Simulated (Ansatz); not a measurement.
# Work function of a seven-layer Ti(0001) slab: functional, pseudopotential and relaxation compared

We calculate the work function of Ti(0001), the vacuum level outside a seven-layer slab less the Fermi level, and measure each change of method against PBE with the default PAW datasets and atoms at bulk places. The question is which choice moves the result enough to matter, and what each costs in computer time. Titanium is widely used as an adhesion and contact layer, and its work function enters the first estimate of the barrier that electrons meet at a contact with a semiconductor, although bonds at the real interface shift that barrier. All rows share one measured lattice constant, so the differences between functionals are those at fixed geometry and leave out the change that each functional's own lattice constant would bring.

## Computational details

Ansatz 0.2.0, plane-wave Kohn-Sham DFT, default PAW datasets unless a row names others, at cutoffs of 420 to 500 eV for the default PAW datasets, 1142.9 to 1155 eV for the norm-conserving files and 1230 eV for the JTH datasets. A symmetric 1×1 slab of 7 layers of hcp Ti(0001) at the tabulated measured lattice constant, 18 Å of vacuum, dipole correction. Mesh 16×16×1, Fermi-Dirac smearing of 0.1 eV, spin-paired. Atoms stay at bulk places except in the relaxed row, where all layers move until forces are under 0.01 eV/Å. Scalar-relativistic. Times are CPU time on one shared host (Arm Neoverse N1), 2 threads.

Notes on method and selection:

- Slabs of this thickness leave size errors that can reach a tenth of an eV.
- All rows share the measured lattice constant, which is no functional's own.
- The default PAW files are generated under PBE; for other functionals their frozen cores are regenerated in the run.
- Times on a shared host are rough.
- The stored label of the relaxed runs says 'outer layers relaxed', but their inputs hold no constraint and the inner spacings move too.
- For magnetic slabs, a level is left blank or unlisted where its shift from PBE strays over 0.17 eV from the median shift of all faces, or its moment differs by over 0.45 μB an atom, as a sign of another magnetic state.
- Runs in which the search for lower states was switched off are not listed.
- Work functions and vacuum levels are read from the electrostatic potential (Hartree and local ionic parts), which a warning of a rough exchange-correlation potential in thin density does not concern.
- Error sizes named in these notes are rules of thumb and were not measured on these runs.
- The default PAW datasets of this version of Ansatz are the set soft_2.
- Runs that did not converge, have known faults or may not be shown are not listed, and runs on Ansatz's PAW sets soft_1 and soft_2 are kept to separate tables.

Columns:

- cutoff (eV): plane-wave cutoff.
- Φ (eV): work function: vacuum level outside the slab less the Fermi level.
- ΔΦ to PBE (eV): work function less that of the PBE row with default PAW datasets.
- CPU time (core-s): CPU time of the run.

## Numbers

| member | cutoff (eV) | Φ (eV) | ΔΦ to PBE (eV) | CPU time (core-s) |
| --- | --- | --- | --- | --- |
| LDA, norm-conserving files of PseudoDojo origin | 1143 | 4.595 | 0.186 | 700 |
| LDA, default PAW | 420 | 4.593 | 0.184 | 110 |
| PBE, default PAW | 420 | 4.409 | 0.000 | 110 |
| RPBE, default PAW | 420 | 4.298 | −0.111 | 100 |
| PBEsol, default PAW | 420 | 4.481 | 0.072 | 110 |
| PBE, JTH PAW datasets | 1230 | 4.408 | −0.002 | 580 |
| PBE, default norm-conserving files | 1155 | 4.412 | 0.003 | 820 |
| r2SCAN, default PAW | 500 | ? | ? | 220 |
| PBE, layers relaxed | 420 | 4.372 | −0.037 | 330 |

Cells marked ? are withheld until the estimate has been made.

## Why the values move as they do

The functional matters most. With the default PAW datasets the work function falls from 4.593 eV in LDA through 4.481 in PBEsol and 4.409 in PBE to 4.298 in RPBE, a range of 4.593 − 4.298 = 0.295 eV. This is the order of increasing gradient enhancement of exchange in the four functionals. A gradient correction changes the exchange-correlation potential both among the atoms and in the density tail outside the surface, and so can move the Fermi level against vacuum through the bulk and through the surface dipole. The order fits this picture, but the columns do not split the shift into those two parts.

The pseudopotentials hardly matter. The three PBE rows at bulk positions lie between 4.408 and 4.412 eV, and the two LDA rows differ by 4.595 − 4.593 = 0.002 eV. The LDA pair also suggests that using PAW files generated under PBE, with the frozen core regenerated, does little harm here. The JTH run warned of a poorly resolved model core charge, yet its work function agrees with the other two.

Relaxation lowers the PBE value by 4.409 − 4.372 = 0.037 eV, about an eighth of the range between functionals. All layers move, so this is the response of the whole slab and not of the outer spacing alone. The absolute values may carry a size error of up to a tenth of an eV. Much of it should cancel between functionals on the same slab, but the relaxation shift is small enough to depend on thickness.

The cost runs the other way. The default norm-conserving PBE run took 820 / 110 = 7.5 times the CPU time of the default PAW run, and the JTH run 580 / 110 = 5.3 times, for changes of a few meV. Most of this is expected from the higher cutoff: the number of plane waves grows as its power 3/2, which gives (1155 / 420)^1.5 = 4.6 for the norm-conserving files. Relaxation took three times as long as the fixed slab.

## An estimate before looking

Plain estimates from the members shown:

- r2SCAN, default PAW, mean of the 8 members shown: 4.446 eV, standard deviation 0.098

For r2SCAN we use the mean of the four functionals run with default PAW datasets on the unrelaxed slab, each counted once: (4.593 + 4.409 + 4.298 + 4.481) / 4 = 4.445 eV. The mean of all eight members is almost the same, but it counts PBE four times and LDA twice, which makes its scatter look smaller than the spread between functionals.

r2SCAN also depends on the kinetic-energy density, so it has no fixed place in the order of gradient enhancement. Like the other four it keeps the uniform electron gas as a limit, and we see no reason to expect it far outside their range. Nothing in the columns gives a sign or size for a further shift, so none is added. Its higher cutoff of 500 eV should not matter, given that much larger changes of cutoff and dataset move the PBE value by only a few meV.

Tried on shown members, the route gives PBEsol as (4.593 + 4.409 + 4.298) / 3 = 4.433 eV, too low by 0.048, and RPBE as (4.593 + 4.409 + 4.481) / 3 = 4.494 eV, too high by 4.494 − 4.298 = 0.196 eV. It is therefore a central guess and not a rule. The standard deviation of the four values, 0.12 eV, serves as the error.

**Committed estimate, r2SCAN, default PAW: Φ = 4.45 ± 0.12 eV.**

## Check

| member | cutoff (eV) | Φ (eV) | ΔΦ to PBE (eV) | CPU time (core-s) |
| --- | --- | --- | --- | --- |
| r2SCAN, default PAW | 500 | 4.519 | 0.109 | 220 |

| member | estimate | Φ (eV) | computed | estimate − computed | miss in error bars |
| --- | --- | --- | --- | --- | --- |
| r2SCAN, default PAW | committed | 4.450 | 4.519 | −0.069 | 0.6 |
| r2SCAN, default PAW | mean | 4.446 | 4.519 | −0.073 |  |

The estimate of 4.45 ± 0.12 eV is too low by 0.069 eV, which is inside its error bar at 0.6 of its width. It did hardly better than the plain mean of the eight members, which misses by 0.073 eV. Taking the PBE value unchanged would have missed by 0.109 eV.

The expectation that r2SCAN would fall within the range of the other functionals held. The central guess did not locate it within that range: at 4.519 eV it lies above PBEsol by 4.519 − 4.481 = 0.038 eV and below LDA by 4.593 − 4.519 = 0.074 eV. A more elaborate functional therefore need not continue the fall from LDA to PBE. This agrees with r2SCAN having no fixed place in an order of gradient enhancement, since its exchange and correlation also respond to the kinetic-energy density. The result does not say which of these ingredients raises the work function above that of PBE.

## Exceptions

No functional stands far outside the series. The five functionals with default PAW datasets and atoms at bulk places average (4.593 + 4.481 + 4.409 + 4.298 + 4.519) / 5 = 4.460 eV, with a standard deviation of 0.11 eV. RPBE lies farthest from this mean, below it by 4.460 − 4.298 = 0.162 eV, and LDA is next, above it by 4.593 − 4.460 = 0.133 eV.

RPBE has the clearest cause. It shares its correlation with PBE and differs only in exchange, which it enhances more strongly where the density gradient is large. The whole shift of −0.111 eV from PBE is therefore the effect of that change in exchange, including the response of the density to it. LDA stands at the other end because it has no gradient correction at all.

## What the accuracy costs

LDA, PBEsol, PBE and RPBE with default PAW datasets cost about the same. All four together took 110 + 110 + 110 + 100 = 430 core-s, about half the 820 core-s of the single PBE run with norm-conserving files. For the same outlay or less, the spread between functionals is thus a more useful thing to compute than a second pseudopotential check. The r2SCAN run took 220 core-s, roughly twice the PBE time, partly because of its higher cutoff. Relaxation added 330 − 110 = 220 core-s and moved the result by a third as much as the change from PBE to r2SCAN.

## Conclusions

For this slab at fixed lattice constant, the functional moves the work function by up to 0.295 eV, relaxation by 0.037 eV and the choice of dataset by at most 0.004 eV. The functionals scatter too widely for their mean to stand in for a calculation with the functional of interest. The table holds no measured value, so it does not rank the functionals by accuracy.

In an ideal contact without interface bonding or pinning, and with the semiconductor's electron affinity held fixed, the electron barrier shifts one for one with the work function. The step of 0.109 eV from PBE to r2SCAN would then lower the predicted thermionic current at room temperature, where kT is 0.0259 eV, by a factor of exp(0.109 / 0.0259) = 67.

These values hold for a clean surface. Titanium takes up oxygen readily, and adsorbed oxygen changes the surface dipole and with it the work function, so a comparison with experiment needs a clean sample.
